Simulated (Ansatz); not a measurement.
# Exchange couplings and ordering temperature of ferromagnetic R-3m NaNiO₂ under isotropic strain from −4 % to +4 %, PBEsol+U (6 eV on Ni)

The usual rule of thumb says that magnetic exchange weakens when the ions move apart, because the orbital overlaps that carry it shrink, so that expansion should lower the ordering temperature. We test this on ferromagnetic NaNiO₂ in the R-3m structure. Layered nickelates of this family are of interest as battery electrodes and as triangular-lattice magnets, and in both roles their lattice spacing changes with composition, pressure or temperature. We calculate the Ni–Ni couplings J at two distances, with positive J favouring parallel moments, and the mean-field and Tyablikov temperatures that follow from the full set of couplings. Strain is measured against the unstrained cell, and all members are computed at the same level of theory, PBEsol with U = 6 eV on nickel.

## Method

One crystal, NaNiO2 (R-3m), in a magnetic cell of 4 atom(s), 1 counted as magnetic (Ni), from cells of the Materials Project database (relaxed there by DFT); atoms are fixed and move with the cell. Ansatz 0.2.0, plane waves with the earlier PAW datasets of its set soft_1, cutoff 420 eV, collinear spins without spin-orbit coupling, Fermi-Dirac smearing of 0.05 eV. The k mesh is 10×10×10 and the sums for the couplings run over 10×10×10. Functional: PBEsol with Dudarev U (eV) Ni 6. Every run keeps the ferromagnetic pattern of signs of the first run. The couplings are taken at constrained moments: the directions are held and the rest of the density and field relaxes in linear response. Runs that did not converge or carry a known fault are not listed.

Notes on method and selection:

- J is defined by E = -sum over ordered pairs (each pair twice) of J e_i.e_j with unit vectors e, a classical Heisenberg model without biquadratic or multi-spin terms, so J > 0 favours parallel moments and the moment's size is inside J.
- All temperatures are for classical unit spins; for spin S a quantum mean-field treatment is higher by (S+1)/S. Mean field neglects fluctuations and lies above the Tyablikov (random-phase) and Monte Carlo values.
- Other collinear patterns were tried only in the unstrained cell, and each strained cell was run from one ferromagnetic start, so the state need not be the true ground state; spin-orbit coupling is left out.
- The mean-field temperature is left blank where it belongs to another wavevector than in the first run.
- Ansatz's own search for a lower self-consistent state was switched off in these runs, so a run may rest in a state that is not the lowest for its pattern of moments.
- The shells shown are the strongest of the first run whose pairs agree within a shell.
- Runs that did not converge, have known faults or may not be shown are not listed, and runs on Ansatz's PAW sets soft_1 and soft_2 are kept to separate tables.

Columns:

- strain (%): isotropic strain (all lengths scaled alike), change of length against the unstrained cell.
- moment (μB): largest spin moment inside an atomic sphere.
- pair length (Å): mean length of the pairs that lie 2.95 Å apart in the first cell.
- gap on mesh (eV): band gap on the run's k mesh by the count of bands (negative: bands overlap, a metal).
- Tyablikov T (K): Tyablikov (random-phase) ordering temperature from the same couplings.
- J at 2.95 Å (meV): mean J of the Ni–Ni pairs that lie 2.95 Å apart in the first cell (6 such neighbours an atom).
- J at 5.89 Å (meV): mean J of the Ni–Ni pairs that lie 5.89 Å apart in the first cell (6 such neighbours an atom).
- mean-field T (K): mean-field ordering temperature, 2/(3 kB) times the largest J(q) over wavevectors and sublattice modes.

Input lines of one member:

```
magnetization:
  spin_polarized: true
kpoints:
  mp_grid: { grid: [10, 10, 10] }
  band_path:
    path:
      - [0.0, 0.0, 0.0]
      - [0.5, 0.5, 0.5]
      - [0.8153242001, 0.1846757999, 0.5]
      - [0.5, -0.1846757999, 0.1846757999]
      - [0.5, 0.0, 0.0]
      - [0.0, 0.0, 0.0]
      - [0.3423379, -0.3423379, 0.0]
    npoints: 11
hamiltonian:
  xc: pbesol
  hubbard:
    sites: [{ species: Ni, l: d, u_eff: 6.0, starting_ns: occupation_matrices }]
    projectors: ortho-atomic
  pseudopotentials: { kind: paw, azcp: { folder: soft_1 }, xc_functional: pbe }
scf:
  occupations: { method: fermi_dirac, width: 0.05 }
  lower_state_search: "off"
output:
  write_bands: true
  eigenstates:
    nscf_kmesh: { grid: [10, 10, 10] }
    top_band: c40
    exchange_couplings: { magnetic: [{ species: Ni }] }
```

Command (options for logging and memory left out): `ansatz run input.yaml`

## Numbers

| member | strain (%) | moment (μB) | pair length (Å) | gap on mesh (eV) | Tyablikov T (K) | J at 2.95 Å (meV) | J at 5.89 Å (meV) | mean-field T (K) |
| --- | --- | --- | --- | --- | --- | --- | --- | --- |
| −4 % | −4 | 1.08 | 2.827 | −0.888 | 317 | 4.078 | 4.335 | 406.3 |
| −2 % | −2 | 1.15 | 2.886 | −0.848 | 318 | 4.243 | 4.132 | 408.2 |
| −1 % | −1 | ? | 2.916 | ? | 320 | ? | ? | ? |
| +0 % | 0 | 1.23 | 2.945 | −0.801 | 321 | 4.383 | 3.986 | 411.7 |
| +1 % | 1 | 1.26 | 2.975 | −0.774 | 323 | 4.451 | 3.926 | 413.8 |
| +2 % | 2 | 1.30 | 3.004 | −0.747 | 324 | 4.528 | 3.864 | 416.5 |
| +4 % | 4 | 1.37 | 3.063 | −0.691 | 328 | 4.684 | 3.729 | 421.5 |

Cells marked ? are withheld until the estimate has been made.

## Why the values move as they do

The rule holds for one coupling and fails for the other. From −4 % to +4 % the coupling at 2.95 Å rises from 4.078 to 4.684 meV, a mean slope of (4.684 − 4.078) / 8 = 0.076 meV per % strain. The coupling at 5.89 Å falls from 4.335 to 3.729 meV, by the same amount. Both change steadily through the members shown.

The fall at 5.89 Å is what we expect of a coupling carried along Ni–O–O–Ni paths by a partly filled e_g band: longer bonds mean less hopping. The shrinking band overlap, from 0.888 to 0.691 eV, fits this picture.

For the near pairs, isotropic strain leaves the Ni–O–Ni angle unchanged, so the angle cannot cause the rise. The nickel moment, whose size is contained in J, grows from 1.08 to 1.37 μB; the opposed moments on the oxygen atoms grow with it, so that the total moment of the cell stays the same. Its square grows by (1.37 / 1.08)² = 1.61, but J only by 4.684 / 4.078 = 1.15. A larger local moment working against weaker hopping would give this sign. A short-range antiferromagnetic contribution that fades with distance is another possibility.

The mean-field temperature rises from 406.3 to 421.5 K, yet the two couplings have the same sum at both ends: 4.078 + 4.335 = 8.413 meV and 4.684 + 3.729 = 8.413 meV. The largest J(q) lies at zero wavevector, so these two shells, each of six neighbours, together contribute the same amount at −4 % as at +4 %, and the net gain of 421.5 − 406.3 = 15.2 K comes from shells not shown in the table.

These temperatures belong to a metallic state with equal Ni–O bonds. Real NaNiO₂ is an insulator with a Jahn-Teller distortion at low temperature; its ferromagnetic layers are stacked antiparallel and order at a far lower temperature. The strain trend should not be carried over to that phase.

## An estimate before looking

Plain estimates from the members shown:

- −1 %, straight-line interpolation between −2 % and +0 %: w = (−1 − (−2)) / (0 − (−2)) = 0.500, so 4.243 + 0.500 × (4.383 − 4.243) = 4.313 meV

For the coupling at 2.95 Å in the −1 % member we use the straight line between −2 % and 0 %. The cell is only scaled, the pair length of 2.916 Å lies midway between its neighbours to the printed precision, and the Tyablikov temperature of 320 K fits between 318 and 321 K. Nothing in these columns points to a change of electronic state that would call for a shift.

The line gives (4.243 + 4.383) / 2 = 4.313 meV.

The same route can be tried on the +1 % member, which also sits midway between neighbours 2 % apart: (4.383 + 4.528) / 2 = 4.456 meV, against 4.451 meV in the table, a miss of 0.005 meV.

Curvature matters little here. The slope is (4.243 − 4.078) / 2 = 0.083 meV per % below −2 %, 0.070 between −2 % and 0 %, and (4.528 − 4.383) / 2 = 0.073 between 0 % and +2 %. A cubic through the members at −4, −2, 0 and +2 % gives (9 × 4.243 + 9 × 4.383 − 4.078 − 4.528) / 16 = 4.314 meV, only 0.001 meV above the line. We therefore keep the straight-line value and take the miss at +1 %, 0.005 meV, as one standard deviation.

**Committed estimate, −1 %: J at 2.95 Å = 4.313 ± 0.005 meV.**

## The withheld result

| member | strain (%) | moment (μB) | pair length (Å) | gap on mesh (eV) | Tyablikov T (K) | J at 2.95 Å (meV) | J at 5.89 Å (meV) | mean-field T (K) |
| --- | --- | --- | --- | --- | --- | --- | --- | --- |
| −1 % | −1 | 1.19 | 2.916 | −0.825 | 320 | 4.316 | 4.054 | 409.9 |

| member | estimate | J at 2.95 Å (meV) | computed | estimate − computed | miss in error bars |
| --- | --- | --- | --- | --- | --- |
| −1 % | committed | 4.313 | 4.316 | −0.003 | 0.6 |
| −1 % | interpolation | 4.313 | 4.316 | −0.003 |  |

The estimate of 4.313 meV lies 0.003 meV below the computed 4.316 meV, inside the error bar of 0.005 meV. It is the plain interpolation itself, so it did neither better nor worse than that.

The argument that held is continuity of the electronic state. The nickel moment of 1.19 μB and the band overlap of 0.825 eV both lie midway between those of the neighbouring members to within rounding. No argument failed, but an interpolation puts little strain on the mechanism: a larger local moment outweighing weaker hopping remains a conjecture for the rise of the near coupling.

The new row does support what we said of the ordering temperature. From −2 % to −1 % the two listed couplings change in opposite directions and their sum goes from 4.243 + 4.132 = 8.375 meV to 4.316 + 4.054 = 8.370 meV, while the mean-field temperature rises from 408.2 to 409.9 K. The ordering wavevector is zero, so this rise must come from the shells that are not listed.

## Outliers

No member stands out. The largest departure of the 2.95 Å coupling from a straight line between the end members is about 0.01 meV, at −2 %, against a total change of 4.684 − 4.078 = 0.606 meV. It reflects a slightly steeper slope under strong compression, not a fault of one run.

## Conclusions and limits

Between −4 % and +4 % strain, expansion strengthens the 2.95 Å coupling and weakens the 5.89 Å coupling, and the two changes nearly cancel in the ordering temperature. It rises slightly, through the shells that are not listed, where the rule of thumb predicted a fall. A new member midway between two others 2 % apart can be interpolated to about 0.005 meV in the near coupling. The mean-field temperature rises by (421.5 − 406.3) / 8 = 1.9 K per % of length.

Two omitted effects far exceed this spread over the series. The Jahn-Teller distortion, with the insulating state that accompanies it, removes the metallic exchange and should lower the ordering temperature by hundreds of kelvin, as a rough size. Quantum spins act the other way in mean field: for S = 1/2 the factor (S + 1) / S is 3, which would turn 411.7 K into 3 × 411.7 = 1235 K. The calculated temperatures therefore describe the undistorted metal and are no forecast for real NaNiO₂.

[Logs are printed without paths, hosts, clocks, repeated set-up lines and the standing remarks that a program may print on its own settings, such as how far it seeks lower states.]
